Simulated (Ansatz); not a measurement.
## A series in volume scale on MgS

Periodic Kohn-Sham DFT of a crystal at fixed atoms, scaled to volume_scale times the given cell; pressure positive in compression, energy less spherical unpolarised free atoms, largest_vzz the field gradient of largest size among the nuclei. The results are calculated, by Ansatz 0.2.0.

The cell before it is scaled or strained (space group Fm-3m, No. 225):
```
cell vectors (Å)
   0.0000     2.6017     2.6017
   2.6017     0.0000     2.6017
   2.6017     2.6017     0.0000
atoms (fractions of the cell vectors)
Mg  0.00000  0.00000  0.00000
S   0.50000  0.50000  0.50000
```

Settings of every row: method frozen-core PAW; functional LDA; relativity scalar; k mesh 8x8x8; filling fermi-dirac; smearing width 0.01 eV; wave cutoff 420 eV; paw set soft_2.

Atom start moment: 0 on all atoms.

Limits: PAW files made with PBE.

| row | volume scale | V (Å³/atom) | pressure (GPa) |
| --- | --- | --- | --- |
| 1 | 0.94 | 16.554 | 1.631 |
| 2 | 0.96 | 16.904 | -0.182 |
| 3 | 0.98 | 17.258 | -1.812 |
| 4 | 0.99 | 17.434 | -2.565 |
| 5 | 1 | 17.609 | -3.278 |
| 6 | 1.01 | 17.787 | -3.955 |
| 7 | 1.02 | 17.963 | -4.597 |
| 8 | 1.04 | 18.315 | -5.783 |
| 9 | 1.06 | 18.665 | ? |

Question: what pressure should row 9 give?

Worked fit of pressure. Take u = (V_r/V)^(2/3) − 1 with V_r = 17.522 Å³ an atom, which is twice the finite (Eulerian) strain; such expansions in the strain, on which the Birch-Murnaghan equation of state is built, carry the rest volume and the bulk modulus. The shown rows have u = 0.03861, 0.02423, 0.01017, 0.00336, -0.0033, -0.00996, -0.01643, -0.02908. Least squares give pressure = −2.9276 + 106.597 × u + 293.69 × u² GPa; a straight line predicts inner rows, each left out in turn, worse (root mean square 0.1 against 0.0063 GPa). The rows lie off it by 0.005, -0.010, 0.001, 0.001, -0.002, 0.005, 0.003, -0.004 (root mean square 0.0048 GPa). The pressure vanishes at u = 0.0257, or V = 16.87 Å³ an atom, and there the bulk modulus at fixed shape and fractions is B = −V dP/dV = (2/3)(1 + u) dP/du = 83.2 GPa. The withheld row has u = -0.04125, so the fit gives −2.9276 + 106.597 × (-0.04125) + 293.69 × (-0.04125)² = -6.825 GPa.

The calculation gave -6.85 GPa. The fit lies 0.025 GPa (0.29 % of the column's range) above it; its largest miss of a shown row is 0.010 GPa. This row lies beyond the range of the fit.
